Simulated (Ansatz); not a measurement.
Redistribution: CH2BrCl + C3H3F3 → C2H5Cl + C2BrF3

Gas-phase species: CH2BrCl (bromochloromethane) `ClCBr`, singlet; C3H3F3 `CC(F)=C(F)F`, singlet; C2H5Cl `CCCl`, singlet; C2BrF3 (bromotrifluoroethene) `FC(F)=C(F)Br`, singlet. The partners trade Br for CH3; both sit on C, so the bond types are kept.

Shapes, held fixed at every level: PBE0-D4/def2-TZVP. Programs: Ansatz 0.2.0. The zero-point and thermal change to 298 K, harmonic and unscaled (PBE0-D4/def2-TZVP), is +0.4 kJ/mol.

Task: Estimate ΔH(298 K) of this reaction.

Result: The highest level, CCSD(T)/def2-TZVPP, gives ΔH(298 K) = +21.7 kJ/mol; the levels span +17.9 to +28.4. The column of differences is taken from that level and isn't an error. No measured value is set beside it here. Relativity is left out for Br. Outer-core shells of Br are correlated, in sets that cover them unevenly.

```json
{"level": "HF/def2-SVP", "kind": "Hartree–Fock", "ΔH(298 K) (kJ/mol)": "+27.4", "less CCSD(T)/def2-TZVPP": "+5.7"}
{"level": "HF/def2-TZVPP", "kind": "Hartree–Fock", "ΔH(298 K) (kJ/mol)": "+28.4", "less CCSD(T)/def2-TZVPP": "+6.7"}
{"level": "r2SCAN-D4/def2-TZVPP", "kind": "meta-GGA", "ΔH(298 K) (kJ/mol)": "+19.9", "less CCSD(T)/def2-TZVPP": "-1.8"}
{"level": "B3LYP-D4/def2-TZVPP", "kind": "global hybrid", "ΔH(298 K) (kJ/mol)": "+22.2", "less CCSD(T)/def2-TZVPP": "+0.5"}
{"level": "CCSD(T)/def2-SVP", "kind": "coupled cluster or CI", "ΔH(298 K) (kJ/mol)": "+17.9", "less CCSD(T)/def2-TZVPP": "-3.8"}
{"level": "CCSD/def2-TZVPP", "kind": "coupled cluster or CI", "ΔH(298 K) (kJ/mol)": "+23.0", "less CCSD(T)/def2-TZVPP": "+1.3"}
{"level": "CCSD(T)/def2-TZVPP", "kind": "coupled cluster or CI", "ΔH(298 K) (kJ/mol)": "+21.7", "less CCSD(T)/def2-TZVPP": "0.0"}
```

The exchange is endothermic at every level, so bromine is better placed on the saturated carbon and methyl on the fluorinated alkene. With bond types kept and a thermal term of only +0.4 kJ/mol, the preference is electronic. A methyl group bonds more strongly to an sp2 carbon than to an sp3 one, and it donates by hyperconjugation into the electron-poor π system. Bromine, itself σ-withdrawing and only a weak π donor, compensates poorly for that loss in bromotrifluoroethene.

Hartree–Fock exaggerates the cost, which means correlation favours the products, probably in part through the polarisable bromine lying close to the vinylic fluorines. Triples move the result by only 1.3 kJ/mol, whereas going from the smaller to the larger basis moves CCSD(T) by 3.8 kJ/mol, much more than it moves Hartree–Fock. The remaining uncertainty therefore probably lies more in the basis-set convergence of the correlation energy than in higher excitations. The sign is well supported, but the close agreement of B3LYP-D4 with CCSD(T) doesn't establish its accuracy.
